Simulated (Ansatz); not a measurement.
# SiNH4O2 (SMILES N[Si](O)O): the energy, rung by rung

SiNH4O2 has 8 atoms, charge 0, and is taken as a doublet. As SMILES, `N[Si](O)O`. The shape was relaxed beforehand at PBE0/def2-SVP. This is one conformer, not always the lowest.

```xyz
8

N    -0.5021    1.2769    0.1282
Si    0.0960   -0.2439   -0.3827
O     1.6593   -0.2895    0.2096
O    -0.9674   -1.3479    0.2862
H     0.0707    2.1094    0.0659
H    -1.4941    1.4787    0.1116
H     2.2554   -0.8592   -0.2853
H    -1.0257   -2.1818   -0.1892
```

Each level gives the dissociation energy of the O4–Si2 bond into doublet OH and singlet SiNH3O (shapes relaxed at PBE0/def2-SVP, no zero-point term) (eV). The values are calculated.

| level | kind | program | value (eV) | less CCSD(T)/def2-SVP |
| --- | --- | --- | --- | --- |
| UHF/def2-SVP | Hartree–Fock | Ansatz | 2.55 | -0.49 |
| USVWN5/def2-SVP | LDA | Ansatz | 4.19 | +1.15 |
| UB3LYP/def2-SVP | global hybrid | Ansatz | 3.23 | +0.19 |
| U-wB97M-V/def2-SVP | range-separated hybrid | Ansatz | 3.28 | +0.24 |
| UCAM-B3LYP/def2-SVP | range-separated hybrid | Ansatz | 3.37 | +0.33 |
| UB2PLYP/def2-SVP | double hybrid | Ansatz | 3.26 | +0.22 |
| RPA@PBE/def2-SVP | RPA | Ansatz | 2.68 | -0.36 |
| UCCSD(T)/def2-SVP | coupled cluster or CI | Ansatz | 3.04 | 0.00 |

Differences are taken from UCCSD(T)/def2-SVP for orientation; it has basis-set and higher-order errors of its own. The values span 2.55 to 4.19 eV. Hartree–Fock misses the correlation of the electron pair that is broken and comes out low. A fragment with an even electron count was run as a singlet and may have a lower triplet. Measured bond enthalpies also hold zero-point and thermal terms, a few tenths of an eV less.

Removing OH from this silicon-centred radical costs 3.04 eV at the coupled-cluster level, well below what is usual for an Si–O bond in a closed-shell silanol. The likely reason lies in the product. The electron left on silicon by homolysis pairs with the radical electron already there, giving a singlet silylene with an s-rich lone pair. Donation from the nitrogen and oxygen lone pairs into the empty silicon 3p orbital stabilises it further. The low value therefore reflects a stabilised fragment and need not mean an intrinsically weak Si–O bond in the radical.

LDA overbinds strongly, whereas RPA, like Hartree–Fock, falls below the reference. The hybrids and the double hybrid form a narrow group above it, an offset that may partly reflect the slower basis-set convergence of coupled-cluster correlation. Their agreement supports a moderate dissociation energy, but the small differences within the group do not establish which functional is the most accurate. The energies also say nothing about whether OH loss is the radical's preferred decomposition route.
